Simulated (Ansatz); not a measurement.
A series in temperature on Rh

Harmonic vibrational free energy, entropy and heat capacity at constant volume, per atom, from the force constants of a q mesh, imaginary modes left out; plane waves with PAW datasets, Gamma-centred k mesh. The results are calculated, by Ansatz 0.2.0.

Structure of every row (space group Fm-3m, No. 225):
```
cell vectors (Å)
   0.0000     1.8661     1.8661
   1.8661     0.0000     1.8661
   1.8661     1.8661     0.0000
atoms (fractions of the cell vectors)
Rh  0.00000  0.00000  0.00000
```

Settings of every row: functional LDA; dispersion none; spin none; wave cutoff 420 eV; k mesh 20x20x20; occupations fermi dirac; smearing width 0.15 eV; volume over rest 0.98; phonon method linear response; q mesh 2x2x2.

Limits: coarse q mesh; metal sensitive to the k mesh.

| row | temperature (K) | phonon heat capacity (kB/atom) | phonon entropy (kB/atom) | phonon free energy (meV/atom) |
| --- | --- | --- | --- | --- |
| 1 | 200 | 2.569 | 2.444 | 17.6 |
| 2 | 300 | 2.796 | 3.537 | -8.4 |
| 3 | 400 | 2.883 | 4.355 | -42.6 |
| 4 | 500 | 2.924 | 5.003 | -83 |
| 5 | 600 | 2.947 | 5.538 | -128.5 |
| 6 | 700 | 2.961 | 5.994 | -178.2 |
| 7 | 800 | 2.97 | 6.39 | -231.6 |
| 8 | 900 | ? | ? | ? |
| 9 | 1000 | 2.981 | 7.054 | -347.7 |

Question: what phonon heat capacity and phonon entropy should row 8 give?

Worked fit of phonon heat capacity. At high temperature a harmonic heat capacity falls short of its limit by a term in 1/T², so take t = (100 K / T)². The shown rows have t = 0.25, 0.11111, 0.0625, 0.04, 0.02778, 0.02041, 0.01562, 0.01. Least squares give phonon heat capacity = 3 − 1.9249 × t + 0.805 × t² kB/atom; a straight line predicts inner rows, each left out in turn, worse (root mean square 0.0044 against 0.00018 kB/atom). All shown rows lie on it to the printed digit. The constant, 3 kB/atom, is to be held against the harmonic limit of 3 k_B an atom. The withheld row has t = 0.01235, so the fit gives 3 − 1.9249 × (0.01235) + 0.805 × (0.01235)² = 2.976 kB/atom.

The calculation gave 2.976 kB/atom. The fit meets it to the printed digit.

Worked fit of phonon entropy. Entropy rises as the heat capacity times the change of ln T, so take t = ln(T / 300 K). The shown rows have t = -0.4055, 0, 0.2877, 0.5108, 0.6931, 0.8473, 0.9808, 1.204. Least squares give phonon entropy = 3.5488 + 2.78557 × t + 0.10993 × t² kB/atom; a straight line predicts inner rows, each left out in turn, worse (root mean square 0.025 against 0.0086 kB/atom). The rows lie off it by 0.007, -0.012, -0.004, 0.003, 0.006, 0.006, 0.003, -0.008 (root mean square 0.0067 kB/atom), a smooth pattern that one more power would take up: the form is only approximate. The slope at t = 0, 2.79 kB/atom, estimates the heat capacity at 300 K. The withheld row has t = 1.0986, so the fit gives 3.5488 + 2.78557 × (1.0986) + 0.10993 × (1.0986)² = 6.742 kB/atom.

The calculation gave 6.74 kB/atom. The fit lies 0.002 kB/atom (0.043 % of the column's range) above it; its largest miss of a shown row is 0.012 kB/atom.

The other values of row 8: phonon free energy -288.2 meV/atom.
